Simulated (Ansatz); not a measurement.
## Zn₄SeS₃ under compression: one row to predict

It was reached by relaxing an invented guess, and it needn't be the stable form of this composition.

These are results of DFT PBE, scalar-relativistic, plane waves, PAW (Ansatz 0.2.0), not measurements. Plane waves to 420 eV, a 12×12×2 mesh through Γ for the 8-atom cell and 0.02 eV Gaussian smearing; no spin polarisation.

```
Zn Se S
1.0
     3.89523    0.00000    0.00000
    -1.94762    3.37337    0.00000
     0.00000    0.00000   12.78720
Zn Se S
4 1 3
Direct
  0.66667 0.33333 0.00004
  0.66667 0.33333 0.51132
  0.00000 0.00000 0.24436
  0.00000 0.00000 0.75522
  0.00000 0.00000 0.43853
  0.66667 0.33333 0.18499
  0.66667 0.33333 0.69539
  0.00000 0.00000 0.94014
```

The cell was set to several volumes, with shape and atoms relaxed at each where symmetry leaves them free. Pressure is positive in compression, and energies count from the lowest row.

```csv
row,V (Å³/atom),P (GPa),ΔE (meV/atom),gap on mesh (eV)
1,18.483,11.09,77.7,2.01
2,19.113,7.60,41.2,1.88
3,19.743,?,?,?
4,20.373,2.13,4.1,1.63
5,21.003,0.00,0.0,1.51
6,21.633,-1.81,3.6,1.40
7,22.263,-3.34,13.9,1.29
8,23.103,-5.04,36.0,1.15
```

Question: Find B = −V·ΔP/ΔV from rows 4 and 6 and from rows 1 and 2, and from the two its slope B′ and its value B0 at zero pressure.

Answer: Rows 4 and 6 give −(20.373 + 21.633)/2 × (-1.81 − (2.13))/(21.633 − 20.373) = 65.7 GPa at a mean pressure of 0.16 GPa. Rows 1 and 2 give −(18.483 + 19.113)/2 × (7.60 − (11.09))/(19.113 − 18.483) = 104.1 GPa at a mean pressure of 9.34 GPa. So B′ = (104.1 − 65.7)/(9.34 − (0.16)) = 4.18 and B0 = 65.7 − 4.18 × (0.16) = 65.0 GPa. A third-order Birch–Murnaghan fit to all the energies gives B0 = 65.3 GPa and B′ = 4.4.

Question: Estimate the pressure and energy of row 3.

Answer: From row 5, V0 = 21.003 × (1 + (0.00)/65.0) = 21.003 Å³/atom. Murnaghan's form P = (B0/B′)·[(V0/V)^B′ − 1] gives (65.0/4.18) × [(21.003/19.743)^4.18 − 1] = 4.59 GPa; the computed pressure is 4.64 GPa, so the estimate is off by -0.05 GPa. The work of compression from row 4, with the mean of the two pressures, gives ΔE = 4.1 + (4.59 + 2.13)/2 × (20.373 − 19.743)/160.2 × 1000 = 17.3 meV/atom (1 eV/Å³ = 160.2 GPa); the computed value is 17.3 meV/atom.

Question: Fit the gap against pressure through the other rows and estimate it at the computed pressure of row 3.

Answer: Over the 7 rows the mean pressure is 1.5186 GPa and the mean gap is 1.553 eV. The sums of products of deviations are S_xx = 209 and S_xy = 10.91, so the slope is 10.91/209 = 0.0522 (r = 0.99, rms misfit 0.04 eV). At 4.64 GPa the line gives 1.553 + (0.0522) × (4.64 − 1.5186) = 1.72 eV. The computed value is 1.75 eV, so the line is off by -0.03 eV, less than the largest miss among the fitted rows (0.06 eV).

Kohn–Sham gaps at this level usually fall short of measured ones. All volumes keep the k mesh of the relaxed cell. Symmetry constrained the relaxation, so the result can be a saddle point.

The gap widens in every step of compression, from 1.15 to 2.01 eV, as is familiar from tetrahedral zinc chalcogenides. The conduction-band edge is probably an antibonding mix of Zn 4s and anion s states, which shorter bonds push up faster than the chalcogen p states at the valence-band top. The misfit of the straight line is systematic rather than scatter: the gap rises less per GPa at high pressure, while its change per unit volume stays much steadier and even grows slightly. Most of the bending therefore reflects the stiffening of the lattice, since each further GPa shortens the bonds by less.

The bulk modulus near 65 GPa and its ordinary pressure derivative fit a fairly open, polar-covalent network, and the close prediction of row 3 shows a smooth compression curve within this one structure. That smoothness says nothing about a transition to a denser, six-coordinate rocksalt-type phase, which zinc chalcogenides are known to adopt under pressure and which would end the widening of the gap.
